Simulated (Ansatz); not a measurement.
## A series in volume scale on C

Results calculated with Ansatz 0.2.0, not measured. Plane-wave DFT, scalar-relativistic PAW made under PBE with cores redone for the functional, no dispersion; the given relaxed cell is scaled uniformly, energy at zero smearing counts from the unscaled cell, pressure at the given Fermi-Dirac smearing is positive in compression.

The cell before it is scaled or strained (space group P6_3/mmc, No. 194):
```
C
1.0
      2.4666     0.0000     0.0000
     -1.2333     2.1361     0.0000
      0.0000     0.0000     8.5267
C
4
Direct
  1.00000 1.00000 0.25000
  0.00000 0.00000 0.75000
  0.33333 0.66667 0.25000
  0.66667 0.33333 0.75000
```

Settings of every row: spin polarised no; functional PBE; wave cutoff 420 eV; smearing width 0.05 eV; k mesh 14x14x4.

Atom starting moment: 0 on all atoms.

Limits: a layered crystal: even scaling strains the bonds within the layers, so this curve is stiffer than the crystal under pressure; bonds stretch with the cell, so the curve is stiffer than the relaxed crystal; no dispersion: the cell expands far past the measured one.

| row | volume scale | V (Å³/atom) | pressure (GPa) | energy change per atom (meV) |
| --- | --- | --- | --- | --- |
| 1 | 0.88 | 9.884 | 34.68 | 132.35 |
| 2 | 0.92 | 10.333 | ? | ? |
| 3 | 0.96 | 10.782 | 9.49 | 12.9 |
| 4 | 1.04 | 11.681 | -7.93 | 11.45 |
| 5 | 1.08 | 12.13 | -14.52 | 43.21 |
| 6 | 1.12 | 12.579 | -20.01 | 91.84 |

Question: what pressure and energy change per atom should row 2 give?

Worked fit of pressure. Take u = (V_r/V)^(2/3) − 1 with V_r = 11.681 Å³ an atom, which is twice the finite (Eulerian) strain; such expansions in the strain, on which the Birch-Murnaghan equation of state is built, carry the rest volume and the bulk modulus. The shown rows have u = 0.1178, 0.05484, 0, -0.02483, -0.04818. Least squares give pressure = −7.967 + 281.966 × u + 678.57 × u² GPa; a straight line predicts inner rows, each left out in turn, worse (root mean square 2.3 against 0.079 GPa). The rows lie off it by 0.01, -0.05, 0.04, 0.03, -0.03 (root mean square 0.035 GPa). The pressure vanishes at u = 0.0266, or V = 11.23 Å³ an atom, and there the bulk modulus at fixed shape and fractions is B = −V dP/dV = (2/3)(1 + u) dP/du = 218 GPa. Letting shape and atoms relax would as a rule lower it, by much in layered, chain or molecular crystals. The withheld row has u = 0.08518, so the fit gives −7.967 + 281.966 × (0.08518) + 678.57 × (0.08518)² = 20.97 GPa.

The calculation gave 20.92 GPa. The fit lies 0.05 GPa (0.091 % of the column's range) above it; its largest miss of a shown row is 0.05 GPa.

Worked fit of energy change per atom. Take u = (V_r/V)^(2/3) − 1 with V_r = 11.681 Å³ an atom, which is twice the finite (Eulerian) strain; such expansions in the strain, on which the Birch-Murnaghan equation of state is built, carry the rest volume and the bulk modulus. The shown rows have u = 0.1178, 0.05484, 0, -0.02483, -0.04818. Least squares give energy change per atom = 11.869 − 875.178 × u + 16123.4 × u² meV; a straight line predicts inner rows, each left out in turn, worse (root mean square 53 against 0.9 meV). The rows lie off it by -0.16, 0.54, -0.42, -0.33, 0.38 (root mean square 0.39 meV). The withheld row has u = 0.08518, so the fit gives 11.869 − 875.178 × (0.08518) + 16123.4 × (0.08518)² = 54.31 meV.

The calculation gave 55.02 meV. The fit lies 0.71 meV (1.3 % of the value, 0.59 % of the column's range) below it; its largest miss of a shown row is 0.54 meV.
